Q: I want to screen lead sulfide and its relatives on a modest computer. This table lists the methods in order of rough processor time, all applied to one and the same crystal for the gap. I had hoped to see the gap settle down as I move to the more expensive rows. Does it?

Bulk PbS (space group R3m) by the methods named, without spin polarization or spin-orbit coupling. Gaps and times are for single points on one cell relaxed with r2SCAN+rVV10, with the 54-atom periodic clusters treated at the zone centre. Volumes come from each method's own relaxation or energy curve, and bulk moduli are for fixed cell shape.

```csv
name,kind,band gap (eV),volume per atom (Å³),bulk modulus (GPa),atoms computed,"rough processor time, order of size (s)"
PBE coarse-settings,low cutoff and mesh,0.412,n/a,n/a,2,1
GFN1-xTB tblite,tight binding,2.608,n/a,n/a,54,2
GFN2-xTB tblite,tight binding,3.059,23.709,69.40,54,3
PBE SZV,small basis,0.307,24.868,82.00,2,5
PBE,semilocal,0.375,n/a,n/a,2,6
PM7,semi-empirical,7.322,n/a,n/a,54,6
PBE sz-orbitals,small basis,0.332,n/a,n/a,2,8
PM6,semi-empirical,4.918,n/a,n/a,54,8
PBE DZVP,small basis,0.377,27.029,52.90,2,9
r2SCAN,semilocal,0.630,n/a,n/a,2,20
GLLB-SC,model potential,1.058,n/a,n/a,2,20
```

A: It doesn't, because the order of cost isn't the order that governs the gap. Look first at the five rows whose names begin with PBE. They differ in basis, in numerical settings such as the k mesh, and partly in the treatment of the core electrons, yet their gaps lie within about 0.1 eV of each other. The cheapest row of the whole table is among them. That group is the smooth pattern, and the plane-wave PBE gap of 0.375 eV is a fair reference for it.

Q: Then which rows break the pattern, and how badly?

A: The four that were computed on a cluster of 54 atoms: GFN1-xTB, GFN2-xTB, PM6 and PM7. The mildest of them, GFN1-xTB, lies 2.2 eV above the PBE reference, some twenty times the spread of the PBE group. The worst, PM7, lies 6.9 eV above it. By comparison, r2SCAN and GLLB-SC rise by only 0.26 and 0.68 eV. Both methods usually give wider gaps than PBE, so I count them as ordinary steps between methods.

Q: What is so special about a cluster? I thought that more atoms meant a better description of a solid.

A: More atoms help the gap only so far as the electron waves that matter, or waves close to them, fit into the cluster. An electron state in a crystal is a wave with a definite phase from one cell to the next, and the gap is the distance between the highest filled and the lowest empty of all these waves. In PbS both edges lie at a point called L, as the PBE calculation confirms. A two-atom calculation can visit L directly. A repeated cluster treated at its zone centre contains only those waves that return to the same phase after one cluster length.

Q: And the L wave doesn't?

A: It can't in this cluster, and you can see why by counting. At L the wave either keeps its sign or reverses it when you step from one cell to another, and exactly half of all steps reverse it. For the wave to fit, the cells of the cluster must divide equally between plus and minus, so their number must be even. Here 54 atoms make 27 primitive cells, which is odd. The very states that define the gap are left out.

Q: Does leaving them out make the gap too large, or might it go either way?

A: For given bands it can go only one way. If you search for the highest filled level among fewer waves, you find one that is equally high or lower. If you search for the lowest empty level, you find one that is equally low or higher. So

$$E_{\text{gap}}(\text{sampled}) \ge E_{\text{gap}}(\text{true}),$$

where both gaps belong to the same method. The size of the excess depends on how far the nearest sampled waves are from L and how steeply the bands change on the way.

Q: Why should L be the place with the small gap in the first place?

A: It comes from which orbitals are allowed to mix. The top of the filled bands is mainly sulfur 3p, and the bottom of the empty ones is mainly lead 6p. Consider a lead atom with a sulfur atom on either side. At L the 3p orbitals of these two neighbours have opposite signs, so that both turn the same lobe towards the lead. They then overlap with the filled lead 6s orbital, which pushes the sulfur level up.

The same pattern of signs cancels the overlap of sulfur 3p with lead 6p, so the empty level is spared the push upwards that this overlap would give. At the zone centre the situation is reversed: the neighbouring 3p orbitals point the same way, their overlap with 6s cancels, and their overlap with 6p survives and drives the filled and empty levels apart. This is the standard bonding picture of the lead chalcogenides. It explains why the zone centre is a poor substitute for L. The cluster holds other waves as well, but since both PBE band edges lie at L, none of those waves could show a smaller gap in the PBE bands.

Q: Is there any trace of the cluster in the numbers, apart from the gap itself?

A: There is a suggestive one in the stresses of the same runs. The crystal carries a trigonal label but is rocksalt to within small errors, and PBE finds the same stress along the trigonal axis and across it to better than 0.001 GPa. GFN1-xTB finds a difference of about 0.4 GPa and GFN2-xTB one of about 0.2 GPa. The likeliest reason is that the cluster doesn't sample all equivalent directions alike. That shows where the sampling may be felt, but it doesn't tell us how many electronvolts of the gap it accounts for.

Q: Could I then blame the cluster for everything and keep the methods?

A: No, because the four cluster rows disagree among themselves by 4.7 eV. If all four methods had the same bands, the same missing waves would give them the same wrong gap. PM6 and PM7 are close relatives, and even they differ by 2.4 eV. So the methods must differ in their bands, and the missing waves alone can't explain the whole pattern. How the error divides within any one row stays open.

For PM6 and PM7 theory offers a clear reason. Their gap is a difference of Hartree-Fock orbital energies, in which the other electrons stay frozen and make no room for an added one. In a real solid they do make room, and in PbS they do so very effectively, because the material is highly polarizable. This screening lowers the cost of adding an electron and of removing one, so a gap without it comes out far too large. The tight-binding methods have another weakness: their parameters were adjusted mainly to molecules, whose empty levels are a poor guide to the conduction band of a heavy, polarizable solid.

Q: What surprises me is the opposite case. The smallest basis sets look crude, and yet their gaps are fine.

A: They are fine because both edges at L are made of ordinary valence orbitals: sulfur 3p, lead 6s and lead 6p. Even a minimal basis holds one copy of each. The cleanest comparison is between SZV and DZVP, a small and a larger basis of the same kind, whose gaps differ by only 0.07 eV. That is small beside the errors of the cluster rows, though still nearly a fifth of so narrow a gap. The small basis has the right ingredients for this property, and the shared crystal structure spares it the task of finding the bond length. Don't carry this over to the relatives of PbS unchecked: the makers of these data caution, from tests on other systems and not from these runs, that a minimal basis can put the empty bands and the gap far off, so compare it with a larger basis on each new compound.

Q: So may I use it for the volume and the stiffness as well?

A: There it fails. Left to find its own volume, SZV makes the crystal 8 % smaller than DZVP does and its bulk modulus 55 % larger. My guess for the shrinkage is that each atom, short of functions of its own, borrows those of its neighbours, and that it can borrow more when they come closer. A good gap on a given structure is no warrant for a good structure.

Q: A modulus that is too large by half sounds like a second error on top of the volume.

A: Most of it is probably the same error seen twice. When a crystal is squeezed, the closed shells of neighbouring ions overlap more and their repulsion steepens, so a denser crystal is a stiffer one. Let $B$ be the bulk modulus, $V$ the volume per atom, $P$ the pressure and $B'$ the rate at which $B$ grows with $P$. The definition $B=-V\,dP/dV$ then gives

$$\frac{dB}{B}=-B'\,\frac{dV}{V},\qquad\text{so}\qquad B\propto V^{-B'}.$$

For many solids $B'$ is roughly 4, and I take that value as it stands.

Strictly, the rule follows one method under pressure. To carry it from DZVP to SZV, I assume that the error of the small basis acts like a steady extra pressure. The rule then predicts about 74 GPa at the SZV volume, against the 82 GPa computed. With this assumed exponent, volume alone would account for about 21 of the 29 GPa by which SZV exceeds DZVP. What remains is modest for so simple a rule. The data makers also caution in general that computed pressures carry grid noise, which may add to the mismatch wherever a volume or modulus rests on them.

Q: GFN2-xTB gives an even smaller volume. Does the rule work there too?

A: That is the second break in the table. GFN2-xTB has the smallest of the three volumes, so it should be the stiffest. The estimate, again starting from DZVP, is

$$B \approx 52.9\ \text{GPa}\times\left(\frac{27.029}{23.709}\right)^4 \approx 89\ \text{GPa}.$$

The computed modulus is 69 GPa, about 22 % below this estimate. If you compared only the moduli, you would call GFN2-xTB stiffer than DZVP; once the volumes are taken into account, it is the softer description of the bond.

Q: Couldn't you repair that with a different exponent?

A: Not for both rows at once. A larger exponent would bring SZV onto the curve and push GFN2-xTB further off it, and a smaller one would do the reverse. The order itself is the trouble: GFN2-xTB is denser than SZV and yet softer, which no single curve rising with density can reproduce. Three methods are too few to establish a law, but they suffice to show that one relation between density and stiffness can't hold for all of them. Since the step from DZVP to SZV lies closer to the usual exponent, I take GFN2-xTB to be the odd one out. Whether its molecular parameters or the cluster are to blame remains untested.

Q: Let me return to the gap. I recall a measured value of roughly 0.4 eV at room temperature. The coarse PBE row gives 0.412 eV. Shouldn't I simply use that?

A: That agreement would mislead you. The coarse row differs from the better converged PBE row in numerical settings alone, chiefly a lower cutoff and a sparser mesh, so the extra 0.04 eV is a numerical error that happens to point towards experiment. A larger effect is absent from every row: spin-orbit coupling, which is strong in lead. It splits the lead 6p levels and lowers the conduction edge at L, narrowing the gap by some tenths of an electronvolt. With it, PBE would fall well below the measured value, and the higher gaps of r2SCAN and GLLB-SC would come down too. The measured gap also contains the effects of temperature and zero-point motion, which no row includes, so a close match with any single row proves little.

Q: Then what should I do before I trust a cheap cluster method on the next compound?

A: Ask where the band edges lie and whether the cluster can hold those waves. If they lie at the zone centre, every cluster contains them, though a small one may still describe the charge density poorly. If they lie at L in a rocksalt crystal, an even number of cells is necessary but not sufficient; the ordinary cubic cell doubled along all three axes, with 64 atoms, does contain L. Repeating the GFN1-xTB calculation on that cluster would go a long way towards settling what this table leaves open: how much of its 2.2 eV excess vanishes once the right waves are included, and how much belongs to the method itself.
